Pionic carbon: how the Klein-Gordon charge density responds when one thing is changed

Conventions: ħ = c = 1 (ħc = 197.327 MeV fm), q = −e, V = qφ, p = −i∇. The equation

[(i∂t − V)² − (p − qA)² − m²]ψ = 0

keeps its form under A → A + ∇χ, φ → φ − ∂tχ, ψ → exp(iqχ)ψ, because each covariant derivative of ψ only acquires the phase. Hence

ρ = [ψ*(i∂t − V)ψ + c.c.]/2m, j = [ψ*(p − qA)ψ + c.c.]/2m

are gauge invariant, and ψ* times the equation minus its conjugate gives ∂tρ + ∇·j = 0. The charge density is qρ, with ∫ρ d³r = 1. For a stationary state ρ = (E − V)|ψ|²/m.

Question: how far does ρ depart from the unit-normalised density P ∝ |ψ|², and how does that respond to five changes?

Model. Fixed point nucleus, V = −g/r, g = Zα, m ≈ 139.57 MeV. Nodeless states have radial function r^(s−1) exp(−κr) with

s = 1/2 + √((l + 1/2)² − g²), κ = Eg/s, E = m/√(1 + g²/s²).

Averages over P are ⟨1/r⟩ = κ/s and ⟨r⟩ = (2s + 1)/2κ, so

w(r) = ρ/P = (E − V)/(E − ⟨V⟩) = (1 + g/Er)/(1 + g²/s²),

which exceeds 1 inside r₀ = s/κ and falls below 1 outside. The relative shift of the mean radius is

δ = ⟨r⟩ρ/⟨r⟩P − 1 = −g²/[(2s + 1)(s² + g²)].

Carbon 1s: g = 0.0438, binding energy 134 keV.

Reasoning, from w − 1 ≈ g/mr − g²/n² with n = l + 1:

1. Offset: put everything at +100 kV. This is χ = −φ₀t; E and V both drop by 100 keV, so nothing changes. Omitting V from ρ would alter the total charge by −0.072 %.
2. C → O. The inward pull strengthens: δ ≈ −g²/3 grows by 16/9 = 1.78, and w − 1 at 5 fm by less than 4/3, since the subtracted term grows faster.
3. π⁻ → K⁻ (m ≈ 493.68 MeV, 3.54 times heavier). δ is unchanged, r₀ shrinks by the mass ratio, and w − 1 at 5 fm falls by more than that ratio.
4. 1s → 2p. ⟨V⟩ is a quarter, so w rises at fixed r, while δ ≈ −g²/20 shrinks by 20/3 = 6.7.
5. Point → uniform sphere, radius R ≈ 3.2 fm (typical). The 1/r divergence of w is cut off at V(0) = −3g/2R.

Calculation (model values):

case | r₀ (fm) | w(5 fm) − 1 | δ
π⁻ C 1s, with or without offset | 32 | +1.0 % | −0.064 %
π⁻ O 1s | 24 | +1.3 % | −0.11 %
K⁻ C 1s | 9.1 | +0.16 % | −0.064 %
π⁻ C 2p | 1.3×10² | +1.2 % | −0.0096 %

For oxygen the unrounded ratios are 1.25 (w − 1) and 1.78 (δ). For the sphere V(0) = −4.05 MeV and w(0) − 1 = +2.7 %; the level rises by about (4/5)(R/r₀)² of the binding, 1 keV, so E − ⟨V⟩ moves by a few parts in 10⁵ and w(5 fm) stays as tabulated.

Neglected terms. Vacuum polarisation strengthens V at 5 fm by 0.5 %. Recoil is of relative order m/M: 1.2 % for π⁻, 4.4 % for K⁻, whose second figure is therefore uncertain. The strong interaction matters most. It typically pushes the pionic-carbon 1s level up by about 6 keV, expanding the orbit by several per cent, and its absorptive part (width typically about 3 keV) acts as a sink for ρ; the kaon is typically absorbed before reaching 1s, so that row is formal. An energy-dependent self-energy Π (m² → m² + Π) replaces E − V by E − V − ½∂Π/∂E, for an s-wave pion typically a decrease of roughly 30 % inside nuclear matter. The model's +2.7 % at the centre is thus outweighed by a term of opposite sign about ten times larger, so w(0) falls below 1. With 0.11 % of P inside R, this term contributes up to about +0.03 % to δ, cancelling about half of the model's 1s value. The 2p row, where strong shifts are typically a few eV, is the one that carries over to the real atom.